Trichlorosilane, SiHCl₃, is to be ionised in the gas phase, and a level of theory has to be chosen for the energy this takes. The quantity computed is the vertical ionisation energy I, the energy of the cation less that of the neutral molecule with all atoms held in place.

Vertical ionisation energy of trichlorosilane, SiHCl₃, computed with Ansatz 0.2.0 at the density-functional and coupled-cluster levels named in the rows. The neutral molecule is a singlet and the cation a doublet, both at the same r2SCAN-D4/def2-SVP geometry.

```
        result level  result ionisation energy (eV)
    PBE-D4/def2-TZVP                         10.925
r2SCANh-D4/def2-TZVP                         11.387
   PBE0-D4/def2-TZVP                         11.470
r2SCAN0-D4/def2-TZVP                         11.644
     CCSD/def2-TZVPP                         12.041
  CCSD(T)/def2-TZVPP                         11.930
```

PBE is a semilocal functional: it works out exchange and correlation from the electron density and its gradient. r2SCANh, PBE0 and r2SCAN0 are hybrids, which replace 10, 25 and 25% of the semilocal exchange by exact exchange. CCSD and CCSD(T) are coupled-cluster methods, the latter with an estimate of triple excitations. D4 denotes a dispersion correction, and the last part of each label names the basis set.

(a) Take CCSD(T) as the yardstick. In which direction do the functionals err, and which ingredient moves them?

Solution. All four functionals put the ionisation energy too low. PBE falls short of CCSD(T) by 1.0 eV, and the best of them here, r2SCAN0, by 0.29 eV. An error of one sign suggests a common cause, and two pairs of rows help to find it.

From PBE to PBE0 hardly anything changes but the share of exact exchange, and I rises by 0.55 eV. From r2SCANh to r2SCAN0 the share grows by a smaller amount, and I rises by 0.26 eV. In both families, then, a further 10% of exact exchange is worth about 0.2 eV. This reading assumes that the electron leaves the same orbital at each level.

Exact exchange isn't the whole story, because r2SCAN0 lies 0.17 eV above PBE0 at the same share. The semilocal part differs between them. r2SCAN also uses the kinetic energy density, which helps it to recognise regions where a single orbital dominates; this may contribute to the gain, though the table doesn't test it.

(b) Use the orbital energies of PBE to show how its energy depends on the number of electrons, and explain why this makes the cation too stable.

Solution. Imagine the electron being removed gradually from the highest occupied orbital. Let f be the fraction of it still there and ε(f) the energy of that orbital. The slope of the total energy with respect to f is ε(f), so the ionisation energy is the sum of all the small steps:

I = −∫ ε(f) df, from f = 0 to f = 1.

If ε varies about evenly with f, the integral is the mean of its two ends:

I ≈ −[ε(1) + ε(0)] / 2.

The same PBE calculations give ε(1) = −7.96 eV for the filled orbital of the neutral molecule and ε(0) = −13.87 eV for the emptied orbital of the cation. Hence

I ≈ (7.96 + 13.87) / 2 eV ≈ 10.91 eV.

The direct PBE energy difference, without its small dispersion part, is also 10.91 eV. The estimate has no adjustable constant, and its steps are listed in the printed output below. The agreement supports the assumption that in PBE the electron leaves the highest occupied orbital, but it can't repair the functional: it reproduces PBE's answer, together with PBE's error of about 1 eV.

The instructive part is how far the two ends lie apart. With the exact functional the orbital energy would stay constant during the removal, and the total energy would follow a straight line between whole numbers of electrons. In PBE the orbital energy moves by about 6 eV, because an electron in this functional partly repels itself, and that repulsion fades as the electron is taken away. The total energy therefore follows a sagging curve, which lies below the straight line at every fractional number of electrons.

A whole molecule begins and ends with a whole number of electrons, so one might think the sag harmless. But the missing electron, the hole, can be spread over several atoms, and each atom then holds only a fraction of it. In two versions of a simpler tight-binding method, the three chlorines together supply about 87% of the charge removed, in equal parts. The orbital energies of the PBE cation point to equal sharing as well. Two of its empty orbitals differ by less than a thousandth of an electronvolt, as the threefold symmetry of the molecule leads one to expect, whereas a hole on one chlorine would push them apart. Each chlorine then sits on the sagging part of its own curve, and the cation comes out too low in energy.

The simplest system with this fault is the hydrogen molecular ion, H₂⁺, pulled far apart. Its one electron is shared by two protons, half on each, and a semilocal functional makes that shared state far too stable. The analogy gives the direction of the error but not its size. The chlorines of SiHCl₃ stay close together, and its many other electrons respond to the hole.

Exact exchange cancels the repulsion of an electron with itself, so mixing some of it in flattens the sag and raises the energy of the spread-out hole. That would account for the upward steps in (a), though the table doesn't show how far the hole spreads at each level. The same reasoning offers a guide for related molecules: when the electron comes from lone pairs shared by several equivalent atoms, a semilocal value is likely to be too low, and exact exchange should raise it.

(c) Which level suits which purpose, and at what cost?

Solution. For a rough value, good to half an electronvolt, r2SCAN0 suffices here and PBE0 only just does, while r2SCANh just misses and PBE fails clearly. This is judged against CCSD(T) in its present basis, and a larger basis could push PBE0 over the limit. The orbital energy of the neutral molecule should not be used as a short cut. In PBE it would give 7.96 eV, about 3 eV below the functional's own energy difference.

A process engineer may meet the question as the choice of lamp for a photoionisation detector. If the photon energy lies between the PBE and CCSD(T) values, PBE says that the lamp can ionise the molecule at its fixed geometry, and CCSD(T) says that it can't. At any one level the onset of ionisation can lie lower than the vertical value, since the ion may relax. That decision therefore also needs the energy of the relaxed cation.

To assign a band in a photoelectron spectrum, an accuracy of about 0.1 eV is useful. None of the four functionals reaches it, and CCSD lies 0.11 eV above CCSD(T). Triple excitations thus stabilise the cation more than the neutral molecule, plausibly because they better describe how the other electrons rearrange around the hole. CCSD(T) is the level to choose here, although the table can't show how close it comes to the true value, since it serves as the yardstick.

An accuracy of 1 kcal/mol, about 0.04 eV, is a different demand. The triples alone shift the result by more than twice that, and a diagnostic warns that single excitations are large in the coupled-cluster treatment. A larger basis would probably raise the CCSD(T) value somewhat, which would widen the functionals' shortfalls. At this accuracy CCSD(T) needs a check of both the basis and the higher excitations.

Cost matters more as molecules grow. When the size doubles, the formal effort rises about 16-fold for a hybrid functional, 64-fold for CCSD and 128-fold for CCSD(T). For five atoms the last is easily afforded. For much larger chlorosilanes a hybrid is the practical choice, with CCSD(T) on a small relative as a hint of how far it falls short. The shortfall may change when more chlorines can share the hole, so the relative should resemble the larger molecule in this respect.

Printed output of the fit:

```
Distance of each level from CCSD(T):
                   row  IE in eV  difference in eV  difference in kJ/mol
      PBE-D4/def2-TZVP     10.93            -1.005                -96.97
  r2SCANh-D4/def2-TZVP     11.39            -0.543                -52.39
     PBE0-D4/def2-TZVP     11.47             -0.46                -44.38
  r2SCAN0-D4/def2-TZVP     11.64            -0.286                -27.59
       CCSD/def2-TZVPP     12.04             0.111                 10.71
    CCSD(T)/def2-TZVPP     11.93                 0                     0
Step PBE to PBE0, exact exchange 0 to 25 percent, in eV: 0.545
Step r2SCANh to r2SCAN0, exact exchange 10 to 25 percent, in eV: 0.257
Rise per 10 percent exact exchange, PBE family, in eV: 0.218
Rise per 10 percent exact exchange, r2SCAN family, in eV: 0.1713
r2SCAN0 minus PBE0 at equal 25 percent exchange, in eV: 0.174
Share of the PBE shortfall removed by PBE0, in percent: 54.23
Share of the PBE shortfall removed by r2SCAN0, in percent: 71.54
Change of the ionisation energy by triples, in eV: -0.111
One kcal/mol in eV: 0.04336
PBE, minus the HOMO energy of the neutral, in eV: 7.961
PBE, minus the empty level of the cation, in eV: 13.87
PBE, mean of these two, in eV: 10.91
PBE, ionisation energy without dispersion, in eV: 10.91
PBE, dispersion part of the ionisation energy, in eV: 0.01629
PBE, ionisation energy minus the bare HOMO estimate, in eV: 2.964
GFN1-xTB, charge lost by the three chlorines together, in e: 0.8694
GFN2-xTB, charge lost by the three chlorines together, in e: 0.87
Formal cost factor for doubled size, hybrid DFT without savings: 16
Formal cost factor for doubled size, CCSD: 64
Formal cost factor for doubled size, CCSD(T): 128
```
